\section*{Logarithmic relaxation and full ageing from a $1/\lambda$ rate spectrum}

\subsection*{Statement}

Let the conductance $G$ of an insulating disordered film depend linearly on many slow modes, each relaxing exponentially with its own rate $\lambda=\lambda_0 e^{-x}$. The exponent is $x=2r/\xi$ for tunnelling over a distance $r$, or $x=E/k_BT$ for activation over a barrier $E$. Let the modes, weighted by their contribution to $G$, be spread evenly in $x$ between $x_{\min}$ and $x_{\max}$, and write $\lambda_{\max}=\lambda_0e^{-x_{\min}}$, $\lambda_{\min}=\lambda_0e^{-x_{\max}}$. The excess conductance is $\Delta G=G-G_{\rm eq}$, with $G_{\rm eq}$ the equilibrium value under the conditions of measurement. Logarithms are natural and $\gamma=0.5772$ is Euler's constant.

(i) The rate density is
\begin{equation}
P(\lambda)=\frac{1}{\lambda\,\ln(\lambda_{\max}/\lambda_{\min})},\qquad \lambda_{\min}<\lambda<\lambda_{\max}.
\label{eq:P}
\end{equation}

(ii) After a sudden displacement of all modes at $t=0$ (a quench, or a step to a new gate voltage),
\begin{equation}
\Delta G(t)= A_q\left[-\gamma-\ln(\lambda_{\min}t)\right],\qquad \lambda_{\max}^{-1}\ll t\ll\lambda_{\min}^{-1},
\label{eq:log}
\end{equation}
so that $G$ falls by $A_q\ln 10=2.303\,A_q$ per decade of time.

(iii) If the equilibrated film is perturbed for a time $t_w$ and the original conditions are then restored, with $t$ counted from the restoration,
\begin{equation}
\Delta G(t,t_w)=A\ln\!\left(1+\frac{t_w}{t}\right),\qquad t\gg\lambda_{\max}^{-1},\quad t+t_w\ll\lambda_{\min}^{-1}.
\label{eq:age}
\end{equation}
Both cutoffs have dropped out, and curves for different $t_w$ coincide when plotted against $t/t_w$. This collapse is called full ageing. The amplitudes $A_q$ and $A$ are conductances per unit of $x$, fixed by the protocol and in general different.

\subsection*{Premises}

\emph{P1, separation of times.} The hopping current adjusts to the slow variables, the gate voltage and the temperature in a time much shorter than any $t$ considered, so $G$ is a function of the present values of these quantities.

\emph{P2, independent modes.} The slow variables are modes $k$ with displacements $a_k$ from equilibrium under the conditions of measurement, each obeying a first-order relaxation equation.

\emph{P3, linear readout.} $\Delta G=\sum_k g_ka_k$ with constants $g_k$.

\emph{P4, exponential rates with flat weight.} $\lambda_k=\lambda_0e^{-x_k}$, and the weight defined in Eq.~(\ref{eq:w}) does not depend on $x$ within $[x_{\min},x_{\max}]$. The modes are numerous enough for sums to be replaced by integrals.

\emph{P5, nature of the perturbation.} It is switched on and off suddenly, it shifts the equilibrium of mode $k$ from $0$ to $q_k$, and it leaves $\lambda_k$ unchanged.

P5 does not require $q_k$ to be linear in the gate step. This matters because the conductance minimum that forms around the gate voltage of equilibration (the memory dip) is raised by a step of either sign. The size and the sign of $A$ are inputs here, and $A>0$ describes an excess conductance.

\subsection*{Proof}

\paragraph{Step 1: equation of one mode.} For a two-state object with occupation probability $p$ of state 2 and transition rates $w_{1\to2}$, $w_{2\to1}$,
\begin{equation}
\dot p=w_{1\to2}(1-p)-w_{2\to1}\,p=-\lambda\,(p-p_{\rm eq}),\qquad \lambda=w_{1\to2}+w_{2\to1},
\end{equation}
with $p_{\rm eq}=w_{1\to2}/\lambda$. With $a=p-p_{\rm eq}$, and $q$ the shift of $p_{\rm eq}$ while the perturbation acts ($q=0$ otherwise),
\begin{equation}
\dot a=-\lambda(a-q),\qquad a(t)=q+[a(0)-q]\,e^{-\lambda t}.
\label{eq:mode}
\end{equation}
The same equation holds for interacting sites near a stable minimum of the free energy. The linearised kinetics of the occupations is $\dot{\delta n}=-\Gamma K(\delta n-\delta n_{\rm eq})$. Here $\Gamma$ is built from the equilibrium pair transition rates, symmetric by detailed balance and positive semidefinite, and $K$ is the Hessian of the free energy in units of $k_BT$, symmetric and positive definite, which contains the Coulomb interaction. Since $K^{1/2}(\Gamma K)K^{-1/2}=K^{1/2}\Gamma K^{1/2}$ is symmetric and positive semidefinite, $\Gamma K$ is diagonalisable with real eigenvalues $\lambda_k\ge0$, and each eigen-amplitude obeys Eq.~(\ref{eq:mode}).

\paragraph{Step 2: the exponent.} A localised wave function decays as $e^{-r/\xi}$. The tunnelling rate contains the square of the overlap, which gives $x=2r/\xi$. For activation between wells that differ in energy by $\Delta\ge0$, with $E$ measured from the upper well, detailed balance gives $\lambda=\lambda_0e^{-E/k_BT}(1+e^{-\Delta/k_BT})$. The last factor lies between 1 and 2. It shifts $x$ by at most $\ln2=0.69$, and a flat density stays flat under such shifts except near its edges, provided $\Delta$ is distributed independently of $E$.

\paragraph{Step 3: change of variable.} Let $f(x)$ be the normalised density of $x$. From $x=\ln(\lambda_0/\lambda)$ follows $|dx/d\lambda|=1/\lambda$, and conservation of probability gives
\begin{equation}
P(\lambda)=\frac{1}{\lambda}\,f\!\left(\ln\frac{\lambda_0}{\lambda}\right).
\end{equation}
For constant $f=1/(x_{\max}-x_{\min})$ and $x_{\max}-x_{\min}=\ln(\lambda_{\max}/\lambda_{\min})$ this is Eq.~(\ref{eq:P}). What enters $G$ is the density weighted with readout and displacement,
\begin{equation}
w(x)=\sum_k g_k b_k\,\delta(x-x_k),
\label{eq:w}
\end{equation}
where $b_k=a_k(0)$ for protocol (ii) and $b_k=q_k$ for protocol (iii). The function $w$ is $f$ times the number of modes times the mean of $g_kb_k$ at given $x$. By P4 it is a constant, $A_q$ or $A$. For barriers with weight $D$ per unit energy, $A=Dk_BT$. For lengths with weight $D_r$ per unit length, $A=D_r\xi/2$.

\paragraph{Step 4: free relaxation.} With $q=0$, Eq.~(\ref{eq:mode}), P3 and $|dx|=d\lambda/\lambda$ give $\Delta G=A_q\Phi(t)$ with
\begin{equation}
\Phi(t)=\int_{\lambda_{\min}}^{\lambda_{\max}}\frac{d\lambda}{\lambda}\,e^{-\lambda t}=E_1(\lambda_{\min}t)-E_1(\lambda_{\max}t),\qquad E_1(z)=\int_z^\infty\frac{e^{-u}}{u}\,du,
\label{eq:Phi}
\end{equation}
by the substitution $u=\lambda t$. Two properties of $E_1$ are needed. For large argument, $1/u\le1/z$ in the integrand gives $0<E_1(z)<e^{-z}/z$. For small argument, integration by parts gives
\begin{equation}
E_1(z)=-e^{-z}\ln z+\int_z^\infty e^{-u}\ln u\,du .
\end{equation}
As $z\to0$ the integral tends to $\Gamma'(1)=-\gamma$, and $(1-e^{-z})\ln z\to0$, so $E_1(z)+\ln z\to-\gamma$. Moreover $d[E_1(z)+\ln z]/dz=(1-e^{-z})/z$. Integrating from 0,
\begin{equation}
E_1(z)=-\gamma-\ln z+{\rm Ein}(z),\qquad {\rm Ein}(z)=\int_0^z\frac{1-e^{-u}}{u}\,du,
\label{eq:Ein}
\end{equation}
and $0\le{\rm Ein}(z)\le z$ because the integrand lies between 0 and 1. Hence, exactly,
\begin{equation}
\Phi(t)=-\gamma-\ln(\lambda_{\min}t)+{\rm Ein}(\lambda_{\min}t)-E_1(\lambda_{\max}t).
\label{eq:Phiexact}
\end{equation}
The third term is below $\lambda_{\min}t$ and the fourth below $e^{-\lambda_{\max}t}/\lambda_{\max}t$ in magnitude, which proves Eq.~(\ref{eq:log}). Differentiating Eq.~(\ref{eq:Phi}) under the integral gives the slope in closed form,
\begin{equation}
\frac{d\Phi}{d\ln t}=-t\int_{\lambda_{\min}}^{\lambda_{\max}}e^{-\lambda t}d\lambda=-\left(e^{-\lambda_{\min}t}-e^{-\lambda_{\max}t}\right).
\label{eq:slope}
\end{equation}
Each cutoff changes the slope by less than 1\% if $\lambda_{\min}t<0.01$ and $\lambda_{\max}t>\ln100=4.6$. The slope carries no information on $\lambda_{\min}$, which appears in Eq.~(\ref{eq:log}) only in the constant and cannot be separated from an unknown $G_{\rm eq}$. At $t=0$, $\Phi=\ln(\lambda_{\max}/\lambda_{\min})$, and for $\lambda_{\min}t\gg1$ the decay is exponential by the bound on $E_1$.

\paragraph{Step 5: perturbation of finite duration.} The mode starts at $a=0$. By Eq.~(\ref{eq:mode}) it reaches $q(1-e^{-\lambda t_w})$ at the end of the perturbation and then decays freely,
\begin{equation}
a(t)=q\left(1-e^{-\lambda t_w}\right)e^{-\lambda t}.
\end{equation}
Summation with the flat weight gives
\begin{equation}
\frac{\Delta G(t,t_w)}{A}=\int_{\lambda_{\min}}^{\lambda_{\max}}\frac{d\lambda}{\lambda}\left(1-e^{-\lambda t_w}\right)e^{-\lambda t}=\Phi(t)-\Phi(t+t_w).
\label{eq:diff}
\end{equation}
The integrand tends to $t_w$ at small $\lambda$ and decays exponentially at large $\lambda$, so the limits can be moved to $0$ and $\infty$. Call the resulting Frullani integral $J(t_w)$. It vanishes at $t_w=0$, and
\begin{equation}
\frac{dJ}{dt_w}=\int_0^\infty e^{-\lambda(t+t_w)}d\lambda=\frac{1}{t+t_w}\quad\Rightarrow\quad J=\ln\frac{t+t_w}{t}.
\end{equation}
The cost of moving the limits follows by inserting Eq.~(\ref{eq:Phiexact}) into Eq.~(\ref{eq:diff}), where $\gamma$ and $\ln\lambda_{\min}$ cancel:
\begin{equation}
\frac{\Delta G}{A}=\ln\!\left(1+\frac{t_w}{t}\right)-\int_{\lambda_{\min}t}^{\lambda_{\min}(t+t_w)}\frac{1-e^{-u}}{u}du-\int_{\lambda_{\max}t}^{\lambda_{\max}(t+t_w)}\frac{e^{-u}}{u}du .
\label{eq:ageexact}
\end{equation}
The first correction is at most $\lambda_{\min}t_w$. Since $\ln(1+y)\ge y/(1+y)$, the leading term is at least $t_w/(t+t_w)$, so the relative size of this correction is at most $\lambda_{\min}(t+t_w)$. In the second, $e^{-u}\le e^{-\lambda_{\max}t}$, so its relative size is at most $e^{-\lambda_{\max}t}$. This proves Eq.~(\ref{eq:age}).

The reason for the collapse is scale invariance. The measure $d\lambda/\lambda$ is unchanged by $\lambda\to\lambda/s$, so rescaling $t$ and $t_w$ by the same $s$ leaves $J$ unchanged. Only modes slow enough to survive until $t$ and fast enough to respond within $t_w$ contribute.

\paragraph{Shape of the master curve.} The logarithmic slope is $d\Delta G/d\ln t=-A/(1+t/t_w)$. For $t\ll t_w$, $\Delta G\simeq A\ln(t_w/t)$, a straight line on a logarithmic time axis that extrapolates to zero at $t=t_w$. At $t=t_w$ the true value is $A\ln2$ and the slope has halved. For $t\gg t_w$, $\Delta G\simeq At_w/t$.

\subsection*{Range of validity}

\paragraph{Weight that is not flat.} For a smooth $w(x)$ extending well beyond the probed range, $\Delta G(t)=\int w(x)\exp(-\lambda_0te^{-x})dx$. Differentiate with respect to $\ln t$, put $u=\lambda_0te^{-x}$ and $L=\ln(\lambda_0t)$, so that $x=L-\ln u$ and $|dx|=du/u$:
\begin{equation}
-\frac{d\Delta G}{d\ln t}=\int_0^\infty e^{-u}\,w(L-\ln u)\,du .
\end{equation}
Under the weight $e^{-u}$, the variable $-\ln u$ has mean $-\Gamma'(1)=\gamma$ and second moment $\Gamma''(1)=\gamma^2+\pi^2/6$, hence variance $\pi^2/6$. Expanding $w$ about $L+\gamma$,
\begin{equation}
-\frac{d\Delta G}{d\ln t}=w(L+\gamma)+\frac{\pi^2}{12}\,w''(L+\gamma)+\dots
\label{eq:local}
\end{equation}
The slope at time $t$ reads the weight at $x=\ln(\lambda_0t)+\gamma$ with an rms resolution $\pi/\sqrt6=1.28$, or 0.56 decades of time. Flatness is needed only across the range of $x$ that the experiment sweeps. The ageing signal is again a difference of two free relaxations, so it is the integral of Eq.~(\ref{eq:local}) from $\ln t$ to $\ln(t+t_w)$. For $w$ linear in $x$ the midpoint rule is exact,
\begin{equation}
\Delta G=w\!\left(\ln\!\left[\lambda_0\sqrt{t(t+t_w)}\right]+\gamma\right)\ln\!\left(1+\frac{t_w}{t}\right).
\label{eq:tilt}
\end{equation}
This matters for tunnelling. If the weight follows the number of pairs at separation $r$ in a two-dimensional film, $w\propto r\propto x$. With a typical attempt rate $\lambda_0=10^{12}$~s$^{-1}$, $L+\gamma$ runs from 28.2 at 1~s to 37.4 at $10^4$~s, and the slope grows by a factor 1.33. At $t=t_w$ the argument in Eq.~(\ref{eq:tilt}) is 30.9 for $t_w=10$~s and 35.5 for $t_w=10^3$~s, so the collapse fails by 15\%. In that case $1/\lambda$ holds only up to a logarithmic factor of this size. For a power-law tilt, $w=A(\lambda\tau_0)^{\varepsilon}$ with a reference time $\tau_0$, $\varepsilon>-1$ and $\varepsilon\neq0$, the derivative with respect to $t_w$ is $A\tau_0^\varepsilon\Gamma(1+\varepsilon)(t+t_w)^{-1-\varepsilon}$, and integration gives
\begin{equation}
\Delta G=A\,\frac{\Gamma(1+\varepsilon)}{\varepsilon}\left(\frac{\tau_0}{t_w}\right)^{\varepsilon}\left[s^{-\varepsilon}-(1+s)^{-\varepsilon}\right],\qquad s=t/t_w ,
\end{equation}
which collapses only after rescaling the amplitude by $t_w^{\varepsilon}$ and returns to Eq.~(\ref{eq:age}) as $\varepsilon\to0$.

\paragraph{Rates changed by the perturbation.} If the rate during the perturbation is $\rho\lambda$, the factor $1-e^{-\lambda t_w}$ becomes $1-e^{-\lambda\rho t_w}$ and Step 5 gives $A\ln(1+\rho t_w/t)$. If $\rho$ is distributed independently of $x$, the result is an average of such terms. It still depends on $t/t_w$ alone. Full ageing therefore survives, while the form of the master curve and the intercept at $t=t_w$ do not.

\paragraph{Temperature.} For activated modes perturbed at $T'$ and read at $T$, the response factor is $1-\exp(-\lambda_0t_we^{-E/k_BT'})$ and the survival factor is $1-N$ with $N=1-\exp(-\lambda_0te^{-E/k_BT})$. At early times $N$ differs from zero only at barriers where the response factor is 1, so the signal is $D$ times the energy integral of the response factor minus that of $N$. Each integral has the form $\int_0^\infty[1-\exp(-ze^{-y})]dy={\rm Ein}(z)\simeq\ln z+\gamma$ for $z\gg1$ by Eq.~(\ref{eq:Ein}), and the barriers below the lower edge of the band cancel in the difference. Then $\Delta G=D\{k_BT'[\ln(\lambda_0t_w)+\gamma]-k_BT[\ln(\lambda_0t)+\gamma]\}$, with $D$ taken independent of $E$, and the straight line extrapolates to zero at $t^*$ with
\begin{equation}
\ln\frac{t^*}{t_w}=\left(\frac{T'}{T}-1\right)\left[\ln(\lambda_0t_w)+\gamma\right].
\label{eq:tstar}
\end{equation}
The ratio $t^*/t_w$ depends on $t_w$, so full ageing is lost for $T'\ne T$. A relaxation caused by the temperature step itself adds to this signal. For tunnelling modes $T$ enters only through the prefactor, which is the case of a common $\rho$.

\paragraph{Incomplete equilibration.} A glass is never equilibrated up to $1/\lambda_{\min}$. Let the perturbation begin a time $t_a$ after a quench. Eq.~(\ref{eq:mode}) is linear, so each mode carries the extra term $a(0)e^{-\lambda(t_a+t_w+t)}$, and $A_q\Phi(t_a+t_w+t)$ adds to Eq.~(\ref{eq:diff}). Counted from $t=0$, this background lowers $G$ by $A_qB(t)$ with
\begin{equation}
B(t)=\Phi(t_a+t_w)-\Phi(t_a+t_w+t)\simeq\ln\!\left(1+\frac{t}{t_a+t_w}\right).
\end{equation}
For $A_q=A$ the logarithmic form equals the ageing signal when $t/(t_a+t_w)=t_w/t$, at $t_\times=\sqrt{t_w(t_a+t_w)}$. Eq.~(\ref{eq:age}) holds for raw data only at $t\ll t_\times$, and otherwise after the background is subtracted.

\paragraph{Remaining limits.} A finite switching time $\tau_s$ makes the origin of $t$ uncertain by about $\tau_s$, which changes the signal by about $A\tau_st_w/[t(t+t_w)]$. In small samples with $N_x$ comparable modes per unit $x$ the slope fluctuates by a relative amount of order $N_x^{-1/2}$. Perturbations that move the system to another free-energy valley, or heat it, violate P2 and P5. Finally, Eqs.~(\ref{eq:log}) and (\ref{eq:age}) follow from P1 to P5 alone. At one temperature they do not tell whether the modes are multi-electron rearrangements, traps or structural defects, nor whether $x$ is a length or a barrier. Eq.~(\ref{eq:tstar}) provides a test of the latter.

\subsection*{Illustration: amorphous NbSi film}

Consider a gated amorphous Nb$_y$Si$_{1-y}$ film on the insulating side of the metal--insulator transition, conducting by hopping at $T=4.2$~K. The barrier version of the model is adopted. All inputs are assumed values of typical or approximate size, chosen for illustration: resistance 10~M$\Omega$, so $G_0=0.10~\mu$S; $\lambda_0=10^{12}$~s$^{-1}$; a flat barrier band from 5 to 16~meV; $A=A_q=10^{-3}G_0=0.10$~nS; $t_w=10^3$~s; $t_a=3$~days $=2.592\times10^5$~s; $\tau_s=1$~s. Intermediate values are carried unrounded.

With $k_BT=0.362$~meV, $x_{\min}=13.81$ and $x_{\max}=44.21$. Thus $1/\lambda_{\max}=1.0\times10^{-6}$~s, $\lambda_{\min}=6.32\times10^{-8}$~s$^{-1}$ and $1/\lambda_{\min}=1.58\times10^{7}$~s. The band spans $\ln(\lambda_{\max}/\lambda_{\min})=30.4$, so the total relaxable conductance is 3.04\% of $G_0$, the weight per energy is $D/G_0=0.276$\% per meV, and the slope is 0.23\% per decade. Between 1~s and $10^4$~s the relaxation probes barriers $k_BT(L+\gamma)$ from 10.2 to 13.5~meV, with an rms resolution of 0.46~meV.

After a quench, Eq.~(\ref{eq:log}) gives $\Delta G/A_q=13.70$, $6.789$ and $2.184$ at $t=10$, $10^4$ and $10^6$~s. The exact Eq.~(\ref{eq:Phi}) gives 13.70, 6.790 and 2.246, that is $\Delta G/G_0=1.37$\%, 0.68\% and 0.22\%. At $10^6$~s the logarithmic law is 2.8\% low. Without the constant $-\gamma$ it would give 2.761, which is 23\% high.

For the ageing protocol the table lists Eq.~(\ref{eq:age}), the exact Eq.~(\ref{eq:ageexact}) and the background $B$ evaluated with the exact $\Phi$, all in units of $A$.

\begin{center}
\begin{tabular}{cccc}
\hline
$t$ (s) & $\ln(1+t_w/t)$ & with cutoffs & $B(t)$\\
\hline
$10$ & 4.615 & 4.615 & $3.78\times10^{-5}$\\
$10^2$ & 2.398 & 2.398 & $3.78\times10^{-4}$\\
$10^3$ & 0.6931 & 0.6931 & $3.77\times10^{-3}$\\
$10^4$ & 0.0953 & 0.0952 & 0.0371\\
$10^5$ & 0.00995 & 0.00989 & 0.319\\
\hline
\end{tabular}
\end{center}

The excess conductance is 0.46\% of $G_0$ at 10~s and 0.069\% at $t=t_w$. The slow cutoff lowers it by only 0.6\% at $10^5$~s. The background from the quench is the larger limitation. It amounts to 0.5\% of the signal at $t=t_w$ and 39\% at $t=10\,t_w$, and it overtakes the signal near $t_\times=1.6\times10^4$~s. At the early end the switching term is $0.099A$ at 10~s, or 2\% of the signal. In Eq.~(\ref{eq:tstar}), $\ln(\lambda_0t_w)+\gamma=35.1$. A perturbation applied at $T'=4.5$~K and read at 4.2~K gives $\ln(t^*/t_w)=2.51$, so the intercept moves to about $12\,t_w$, and a perturbation applied only 1\% above the reading temperature already moves it by a factor 1.42.